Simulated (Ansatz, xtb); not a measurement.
C3H7BO3Si: which of two isomers lies lower

Structure I: `OB(O)C1=CO[SiH2]C1`, a singlet. Structure II: `OB(O)[Si@@H]1CC=CO1`, a singlet. Both are isolated molecules in the gas phase, relaxed with r2SCAN-D4/def2-SVP; the shapes shown needn't be the lowest conformers.

I (Å):

```xyz
15

C    -0.8112    0.3473   -1.2202
C    -0.6520    0.4529    0.1227
C    -0.6787   -1.0785   -1.7491
B    -1.1011    1.5722   -2.1187
O    -1.1998    2.8131   -1.5341
O    -1.2465    1.3522   -3.4674
O    -0.4001   -0.6492    0.8776
Si   -0.3468   -2.0281   -0.1509
H    -1.3818    3.5364   -2.1443
H    -1.4266    2.1423   -3.9897
H    -0.7087    1.3858    0.6931
H    -1.3978   -2.9938    0.2787
H     0.9899   -2.6752   -0.0250
H     0.1372   -1.1638   -2.4885
H    -1.5941   -1.4051   -2.2733
```

II (Å):

```yaml
atoms:
  - { symbol: C, position_ang: [-1.3264, -1.5227, -0.2007] }
  - { symbol: C, position_ang: [-0.3175, -2.3557, 0.5619] }
  - { symbol: C, position_ang: [0.9409, -2.3306, 0.0838] }
  - { symbol: B, position_ang: [0.0035, 1.1371, -1.7082] }
  - { symbol: O, position_ang: [0.7842, 1.6642, -2.6943] }
  - { symbol: O, position_ang: [-0.6292, 1.8756, -0.7484] }
  - { symbol: O, position_ang: [1.2288, -1.5944, -1.0302] }
  - { symbol: Si, position_ang: [-0.2316, -0.8774, -1.6161] }
  - { symbol: H, position_ang: [0.8967, 2.6255, -2.6637] }
  - { symbol: H, position_ang: [-0.4799, 2.8314, -0.7979] }
  - { symbol: H, position_ang: [-0.5444, -1.4863, -2.9478] }
  - { symbol: H, position_ang: [-1.7322, -0.6966, 0.4127] }
  - { symbol: H, position_ang: [-2.1934, -2.1166, -0.5414] }
  - { symbol: H, position_ang: [-0.5809, -2.9346, 1.4517] }
  - { symbol: H, position_ang: [1.8022, -2.8560, 0.5095] }
```

Task: Estimate which is lower in electronic energy at CCSD(T)/def2-SVP + ΔMP2/def2-TZVPP, and by roughly how much.

Result: The CCSD(T)/def2-SVP + ΔMP2/def2-TZVPP calculation puts structure I lower, by 14.2 kcal/mol.

The same difference at several levels:

```tsv
level	geometry	E(II) − E(I) (kcal/mol)	departure from the last row (kcal/mol)	job, with rough time for the two
GFN2-xTB	GFN2-xTB	+11.2	−3.0	optimisation, 0.67 s
HF/STO-3G	GFN2-xTB	+12.7	−1.5	single point, 1.2 s
r2SCAN-D4/def2-SVP//GFN2-xTB	GFN2-xTB	+17.0	+2.8	single point, 7.2 s
r2SCAN-D4/def2-SVP	r2SCAN-D4/def2-SVP	+15.3	+1.1	optimisation, 3 min
HF/def2-SVP	r2SCAN-D4/def2-SVP	+17.0	+2.8	part of the CCSD(T) run
MP2/def2-SVP	r2SCAN-D4/def2-SVP	+16.5	+2.3	part of the CCSD(T) run
CCSD(T)/def2-SVP	r2SCAN-D4/def2-SVP	+15.0	+0.8	single point
CCSD(T)/def2-SVP + ΔMP2/def2-TZVPP	r2SCAN-D4/def2-SVP	+14.2		single point, 2.4 min
```

As drawn, II has 1 B–Si, 1 C–H in place of 1 C–B, 1 Si–H.

The levels shown agree on the order. The largest departure from CCSD(T)/def2-SVP + ΔMP2/def2-TZVPP is that of GFN2-xTB, 3.0 kcal/mol. The last row adds to CCSD(T) the change of the MP2 difference between the two basis sets, here −0.8 kcal/mol.

With thermal terms from frequencies at re-optimised GFN2-xTB minima (ideal gas, soft modes damped towards free rotors, one conformer each, 298.15 K, 1 atm): the zero-point term adds +1.3 kcal/mol; ΔH is +15.6 and ΔG +15.2 kcal/mol.

The correlated steps freeze 12 core orbitals. Mirror images aren't counted in ΔG. Codes used: Ansatz 0.2.0, xtb 6.7.1; the last row on 2 threads of Intel(R) Xeon(R) Processor @ 2.70GHz on a shared host.

Structure I is favoured at every level, and Hartree–Fock already gives the full preference, so electron correlation isn't its source. Both isomers keep the same unsaturated oxasilole ring; what changes is whether boron sits on carbon or silicon. Moving it to silicon gains a C–H bond at the expense of Si–H, but this doesn't make up for replacing a strong C–B bond with a weaker, more diffuse B–Si bond.

Conjugation probably adds to the preference. In I the boronic acid group is coplanar with the C=C bond, and the ring oxygen can push π density through the alkene towards boron's formally empty p orbital. The slightly longer C=C and shorter vinylic C–O bonds than in II fit this picture. In II boron is attached to the saturated silicon centre and lacks that direct path.

The zero-point term also favours I, as expected when a stiff C–H bond in II replaces a softer Si–H bond, while entropy barely matters. The energy difference alone doesn't separate the σ-bond and conjugative contributions.
